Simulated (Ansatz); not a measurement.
Sn₂Ir: the change of energy less free atoms and pressure with volume scale

Results calculated with Ansatz 0.2.0, not measured. Periodic Kohn-Sham DFT of a crystal at fixed atoms, scaled to volume_scale times the given cell; pressure positive in compression, energy less spherical unpolarised free atoms, largest_vzz the field gradient of largest size among the nuclei.

The cell before it is scaled or strained (space group Fm-3m, No. 225):
```
Sn2Ir
1.0
      0.0000     3.1690     3.1690
      3.1690     0.0000     3.1690
      3.1690     3.1690     0.0000
Sn Ir
2 1
Direct
  0.25000 0.25000 0.25000
  0.75000 0.75000 0.75000
  0.00000 0.00000 0.00000
```

Settings of every row: method all-electron LAPW; functional LDA; relativity scalar; k mesh 10x10x10; filling fermi-dirac; smearing width 0.03 eV; basis error target 1 meV/atom; nucleus gaussian.

Atom start moment: 0 on all atoms.

Limits: no spin-orbit coupling on heavy atoms.

| row | volume scale | V (Å³/atom) | energy less free atoms (eV/atom) | pressure (GPa) |
| --- | --- | --- | --- | --- |
| 1 | 0.94 | 19.944 | -6.8352 | 6.972 |
| 2 | 0.96 | 20.368 | -6.849 | 3.528 |
| 3 | 0.98 | 20.792 | -6.8543 | 0.511 |
| 4 | 0.99 | 21.004 | -6.8541 | -0.856 |
| 5 | 1 | 21.217 | -6.8521 | -2.141 |
| 6 | 1.01 | 21.429 | -6.8484 | -3.354 |
| 7 | 1.02 | 21.641 | -6.8432 | -4.494 |
| 8 | 1.04 | 22.065 | ? | ? |
| 9 | 1.06 | 22.49 | -6.8089 | -8.248 |

Question: what energy less free atoms and pressure should row 8 give?

Worked fit of energy less free atoms. Take u = (V_r/V)^(2/3) − 1 with V_r = 21.111 Å³ an atom, which is twice the finite (Eulerian) strain; such expansions in the strain, on which the Birch-Murnaghan equation of state is built, carry the rest volume and the bulk modulus. The shown rows have u = 0.03864, 0.02417, 0.0102, 0.00339, -0.00333, -0.00992, -0.01639, -0.04131. Least squares give energy less free atoms = −6.85328 − 0.2999 × u + 19.331 × u² + 14.1 × u³ eV/atom; a parabola predicts inner rows, each left out in turn, worse (root mean square 0.00022 against 4.3e-05 eV/atom). All shown rows lie on it to the printed digit. Its lowest point lies at u = 0.0077, or V = 20.87 Å³ an atom, and the curvature there gives the bulk modulus at fixed shape and fractions, B = (4/9)(1 + u)² E″(u)/V = 136 GPa. The withheld row has u = -0.02904, so the fit gives −6.85328 − 0.2999 × (-0.02904) + 19.331 × (-0.02904)² + 14.1 × (-0.02904)³ = -6.8286 eV/atom.

The calculation gave -6.8285 eV/atom. The fit lies 0.0001 eV/atom (0.22 % of the column's range) below it, one unit of the last digit.

Worked fit of pressure. Take u = (V_r/V)^(2/3) − 1 with V_r = 21.111 Å³ an atom, which is twice the finite (Eulerian) strain; such expansions in the strain, on which the Birch-Murnaghan equation of state is built, carry the rest volume and the bulk modulus. The shown rows have u = 0.03864, 0.02417, 0.0102, 0.00339, -0.00333, -0.00992, -0.01639, -0.04131. Least squares give pressure = −1.5209 + 192.215 × u + 710.24 × u² GPa; a straight line predicts inner rows, each left out in turn, worse (root mean square 0.34 against 0.012 GPa). The rows lie off it by 0.005, -0.012, -0.003, 0.005, 0.012, 0.004, -0.013, 0.001 (root mean square 0.0082 GPa). The pressure vanishes at u = 0.0077, or V = 20.87 Å³ an atom, and there the bulk modulus at fixed shape and fractions is B = −V dP/dV = (2/3)(1 + u) dP/du = 136 GPa. The withheld row has u = -0.02904, so the fit gives −1.5209 + 192.215 × (-0.02904) + 710.24 × (-0.02904)² = -6.504 GPa.

The calculation gave -6.527 GPa. The fit lies 0.023 GPa (0.15 % of the column's range) above it; its largest miss of a shown row is 0.013 GPa.
